Rigid, unrelaxed separation of bcc Ta (a = 3.305 Å) across a (011) plane, one cut per four-layer cell, calculated with Ansatz 0.2.0 (plane-wave PAW DFT, r2SCAN, scalar-relativistic, no spin polarisation). The cutoff is 500 eV, the k mesh 22×22×7 and the Gaussian smearing 0.15 eV. Energies are free energies relative to zero opening, per area of cut.

```
opening (Å)  separation energy (mJ/m²)  traction (GPa (slope of the separation energy))
       -0.3                        576                                           -44.49
          0                          0                                            -0.13
       0.25                        250                                            19.00
        0.5                        870                                            28.99
          1                       2389                                            28.76
        1.5                       3598                                            19.34
          2                       4352                                            11.27
          3                       5003                                             3.31
        4.5                       5220                                             0.42
          6                       5244                                             0.04
```

The separation energy is the work, for each square metre of cut, needed to move two rigid halves of a tantalum crystal apart by the distance called opening. The cut follows a (011) plane and repeats every four layers. The undisturbed crystal, at zero opening, has space group Im-3m; the imposed shift lowers the symmetry in all the other rows. The traction is the slope of that energy, that is, the stress with which the halves pull on each other. A negative traction means that they push each other away. The energy only rises as the gap opens, but the traction climbs to about 30 GPa, falls again and is almost gone at 4.5 Å. Why does the pull first grow with distance, when the atoms across the gap are moving out of reach?

### Two forces that fade at different rates

In the undisturbed crystal the halves do attract each other, but an equally strong repulsion cancels the attraction. The attraction comes mainly from electrons shared between atoms on both sides, in tantalum largely the 5d electrons. The repulsion comes from squeezing filled shells and crowded electrons together, and it has the shorter range. A small opening therefore removes more repulsion than attraction, and what is left over is a net pull. This division is standard theory of bonding; the table holds only the sum of the two.

As the gap widens further, there is little repulsion left to remove. Now the loss of attraction decides the trend. The electrons of a metal leak only about an ångström into empty space, and their density falls off roughly exponentially there, so the sharing across the gap dies quickly. The traction must pass through a maximum between these two regimes.

The hydrogen molecule shows the same sequence in its simplest form. Stretch it from its equilibrium length and the restoring force grows, peaks and fades, while the energy levels off at the cost of two free atoms. The likeness covers the shape of the curve. It ends at the final state, because each half of the tantalum crystal remains a metal whose surface atoms keep most of their neighbours.

The forces on single atoms in the same calculation follow a similar course. Among the rows, the atoms at each new face are drawn most strongly towards the opposite face at 0.5 Å, a little less at 1 Å and only weakly at 2 Å. At 3 Å and beyond they are drawn into their own half instead. By then the attraction from their own half outweighs what is left of the pull across the gap.

### A law with one length

The simplest formula for this behaviour starts as a spring and lets the spring fade. Let $x$ be the opening, $k$ the stiffness at the start and $l$ the length over which the bonding fades. The traction is then

$$\sigma(x) = k\,x\,e^{-x/l}.$$

Adding up the work from zero to $x$ gives the separation energy

$$E(x) = W\left[1-\left(1+\frac{x}{l}\right)e^{-x/l}\right],\qquad W = k\,l^2,$$

where $W$ is the energy of complete separation. This is the universal binding-energy relation. Its traction peaks at $x=l$, with the value $W/(e\,l)$, where $e$ is 2.72. A high peak thus needs either a large energy of separation or a short length over which to spend it.

A least-squares fit to the energies of the nine rows from zero opening upwards gives $W = 5.28$ J/m² and $l = 0.645$ Å. Since 1 J/m² per Å is 10 GPa, the peak should be

$$\frac{5.28}{2.72\times 0.645}\times 10\ \text{GPa} \approx 30\ \text{GPa}.$$

Two numbers, one for how much energy the bonds hold and one for how fast they fade, are enough to give the size of the peak pull for a rigid cut across this plane within a few per cent.

### The flat top that isn't flat

The tractions at 0.5 and 1 Å are nearly equal, as if the pull held steady between them. The energies tell another story. Between these rows the separation energy grows by $2389-870 = 1519$ mJ/m² over half an ångström, which is a mean pull of 30.4 GPa. That is more than the traction in either row, or in any other row of the table.

The two rows therefore lie on opposite sides of a peak that no row samples. If the traction runs smoothly between them, the energies and the two end slopes together put it at about 31 GPa half-way, at 0.75 Å. The same test works for any table of this kind. Divide the energy step by the distance step, and if the result exceeds both listed slopes, a maximum is hidden between them.

This peak is the stress that would part a flawless crystal if its two halves stayed rigid. Real tantalum yields at a few tenths of a GPa, a rough figure that depends on purity and treatment. In a real piece, dislocations let planes slip a little at a time, and cracks concentrate the load on a few bonds. The calculated peak is a measure of the bonds across the plane, not a design strength.

### Why closing costs more than opening

The first row goes the other way and pushes the two halves together by 0.3 Å. It costs 576 mJ/m², whereas opening by 0.25 Å costs 250. Part of the difference is only the longer path, since a spring's energy grows with the square of the displacement. After division by that square, closing is still 1.6 times as costly.

The reason is again the short range of the repulsion. Closing brings back more repulsion with every step, while opening leaves less and less of it. The fading spring contains this asymmetry, because its exponential factor grows when $x$ is negative. The law fitted to the other rows nevertheless puts the energy of the closed row 36 % too high. Only the smaller part of this comes from too strong an asymmetry, a ratio of about 1.8 instead of 1.6. The larger part is a spring that is too stiff at the start: at an opening of 0.25 Å the same law gives 307 mJ/m² against 250, already 23 % too high.

Geometry can account for much of that error. The bonds that cross the cut don't stand upright on it but lean to the side. When the planes approach or part, a leaning bond changes its length by less than the planes move. Only at large openings does it stand nearly upright and lengthen almost step for step with the gap.

This can be put into the law without a further constant. The opening $x$ is replaced by the change in length of the nearest-neighbour bond across the cut, and $W$ and $l$ are fitted again to the same nine rows. They become 5251 mJ/m² and 0.56 Å. The length depends on whether one counts the opening or the bond stretch, so it shouldn't be read as a fixed property of the tantalum atom.

The closed row, which was not part of the fit, can serve as a worked example. The planes next to the cut are normally 2.34 Å apart, and the bond between them is 2.86 Å long and leans sideways by 1.65 Å. With the planes 0.3 Å closer, the bond length is

$$\sqrt{2.04^2+1.65^2}\ \text{Å} \approx 2.62\ \text{Å}.$$

Before rounding, the bond has become only 0.239 Å shorter. Divided by the fitted length, this is $-0.239/0.56 \approx -0.427$, and the law gives

$$E \approx 5251\,\left[1-(1-0.427)\,e^{0.427}\right] \approx 640\ \text{mJ/m}^2.$$

The calculated value is 576 mJ/m², so the estimate is now 11 % too high instead of 36 %. The remaining miss is about the same as at an opening of 0.25 Å, where this form is 13 % too high, so what is left is mainly excess stiffness on both sides. On the fitted rows the typical energy error also falls by about half. The better agreement supports the picture of leaning bonds, though it doesn't prove that they are the only cause.

### What sets the final height

At 6 Å the separation energy has reached 5244 mJ/m², and the last step of 1.5 Å added only 24 of it. The cut has made two faces, so each accounts for half, or 2622 mJ/m². Spread over the atoms in the face, this is about 1.3 eV for each of them.

Is that much or little for the bonds that were broken? Each face atom has lost two of its eight nearest neighbours. The cohesive energy of tantalum, the cost of taking the metal apart into free atoms, is roughly 8.1 eV an atom. If every bond kept a fixed share of it, the loss would be $8.1\times 2/8 \approx 2.0$ eV, well above the calculated cost.

The calculated cost is lower because bonds in a metal don't have a fixed strength. The d electrons of an atom with fewer neighbours are shared among fewer bonds, and each remaining bond becomes stronger. This is well-established theory for transition metals, and the comparison agrees with it in direction. The estimate is too rough to measure the strengthening itself.

The plateau belongs to faces frozen in the positions they had inside the crystal. The forces there still pull the outermost atoms inwards with about 0.5 eV/Å, so letting them move would lower the energy. The value of 2622 mJ/m² is therefore an upper bound for the relaxed face of this four-layer film. Whether a thicker film would shift it was not tested.

The far tail needs similar care. The functional lacks the long-range dispersion attraction that acts between separated bodies even when their electrons no longer overlap. The calculated traction of 0.04 GPa at 6 Å shows that the shared-electron bonding has all but ended. It doesn't show how the attraction between real surfaces dies away, because at this distance dispersion is expected to matter at least as much as what is left of that bonding.

### Where one length is not enough

Two-thirds of the final energy is spent between 0.5 and 2 Å, and there the law with leaning bonds follows the calculation within about 5 %. It does worst, in relative terms, at the very beginning. At 0.25 Å it gives 283 mJ/m² where the calculation has 250, although this row was part of the fit. The traction there is also a little too high.

Near the peak the error has the opposite sign, and the law stays slightly below the mean pull found between 0.5 and 1 Å. The calculated bond is thus softer at first and then pulls harder than a single fading spring allows. Second neighbours also cross the cut and lean more strongly, so their pull may build up later. The electrons at the new faces may also rearrange as the gap opens. Either could produce this delay. Part of the energy miss at 0.25 Å may also be numerical, because all energies are counted from the undisturbed row and a small error there would shift every other row. The traction doesn't depend on that zero and is also lower than the law's, so such an error is unlikely to be the whole cause. The table can't separate these contributions, and what makes the first quarter of an ångström so soft remains open.
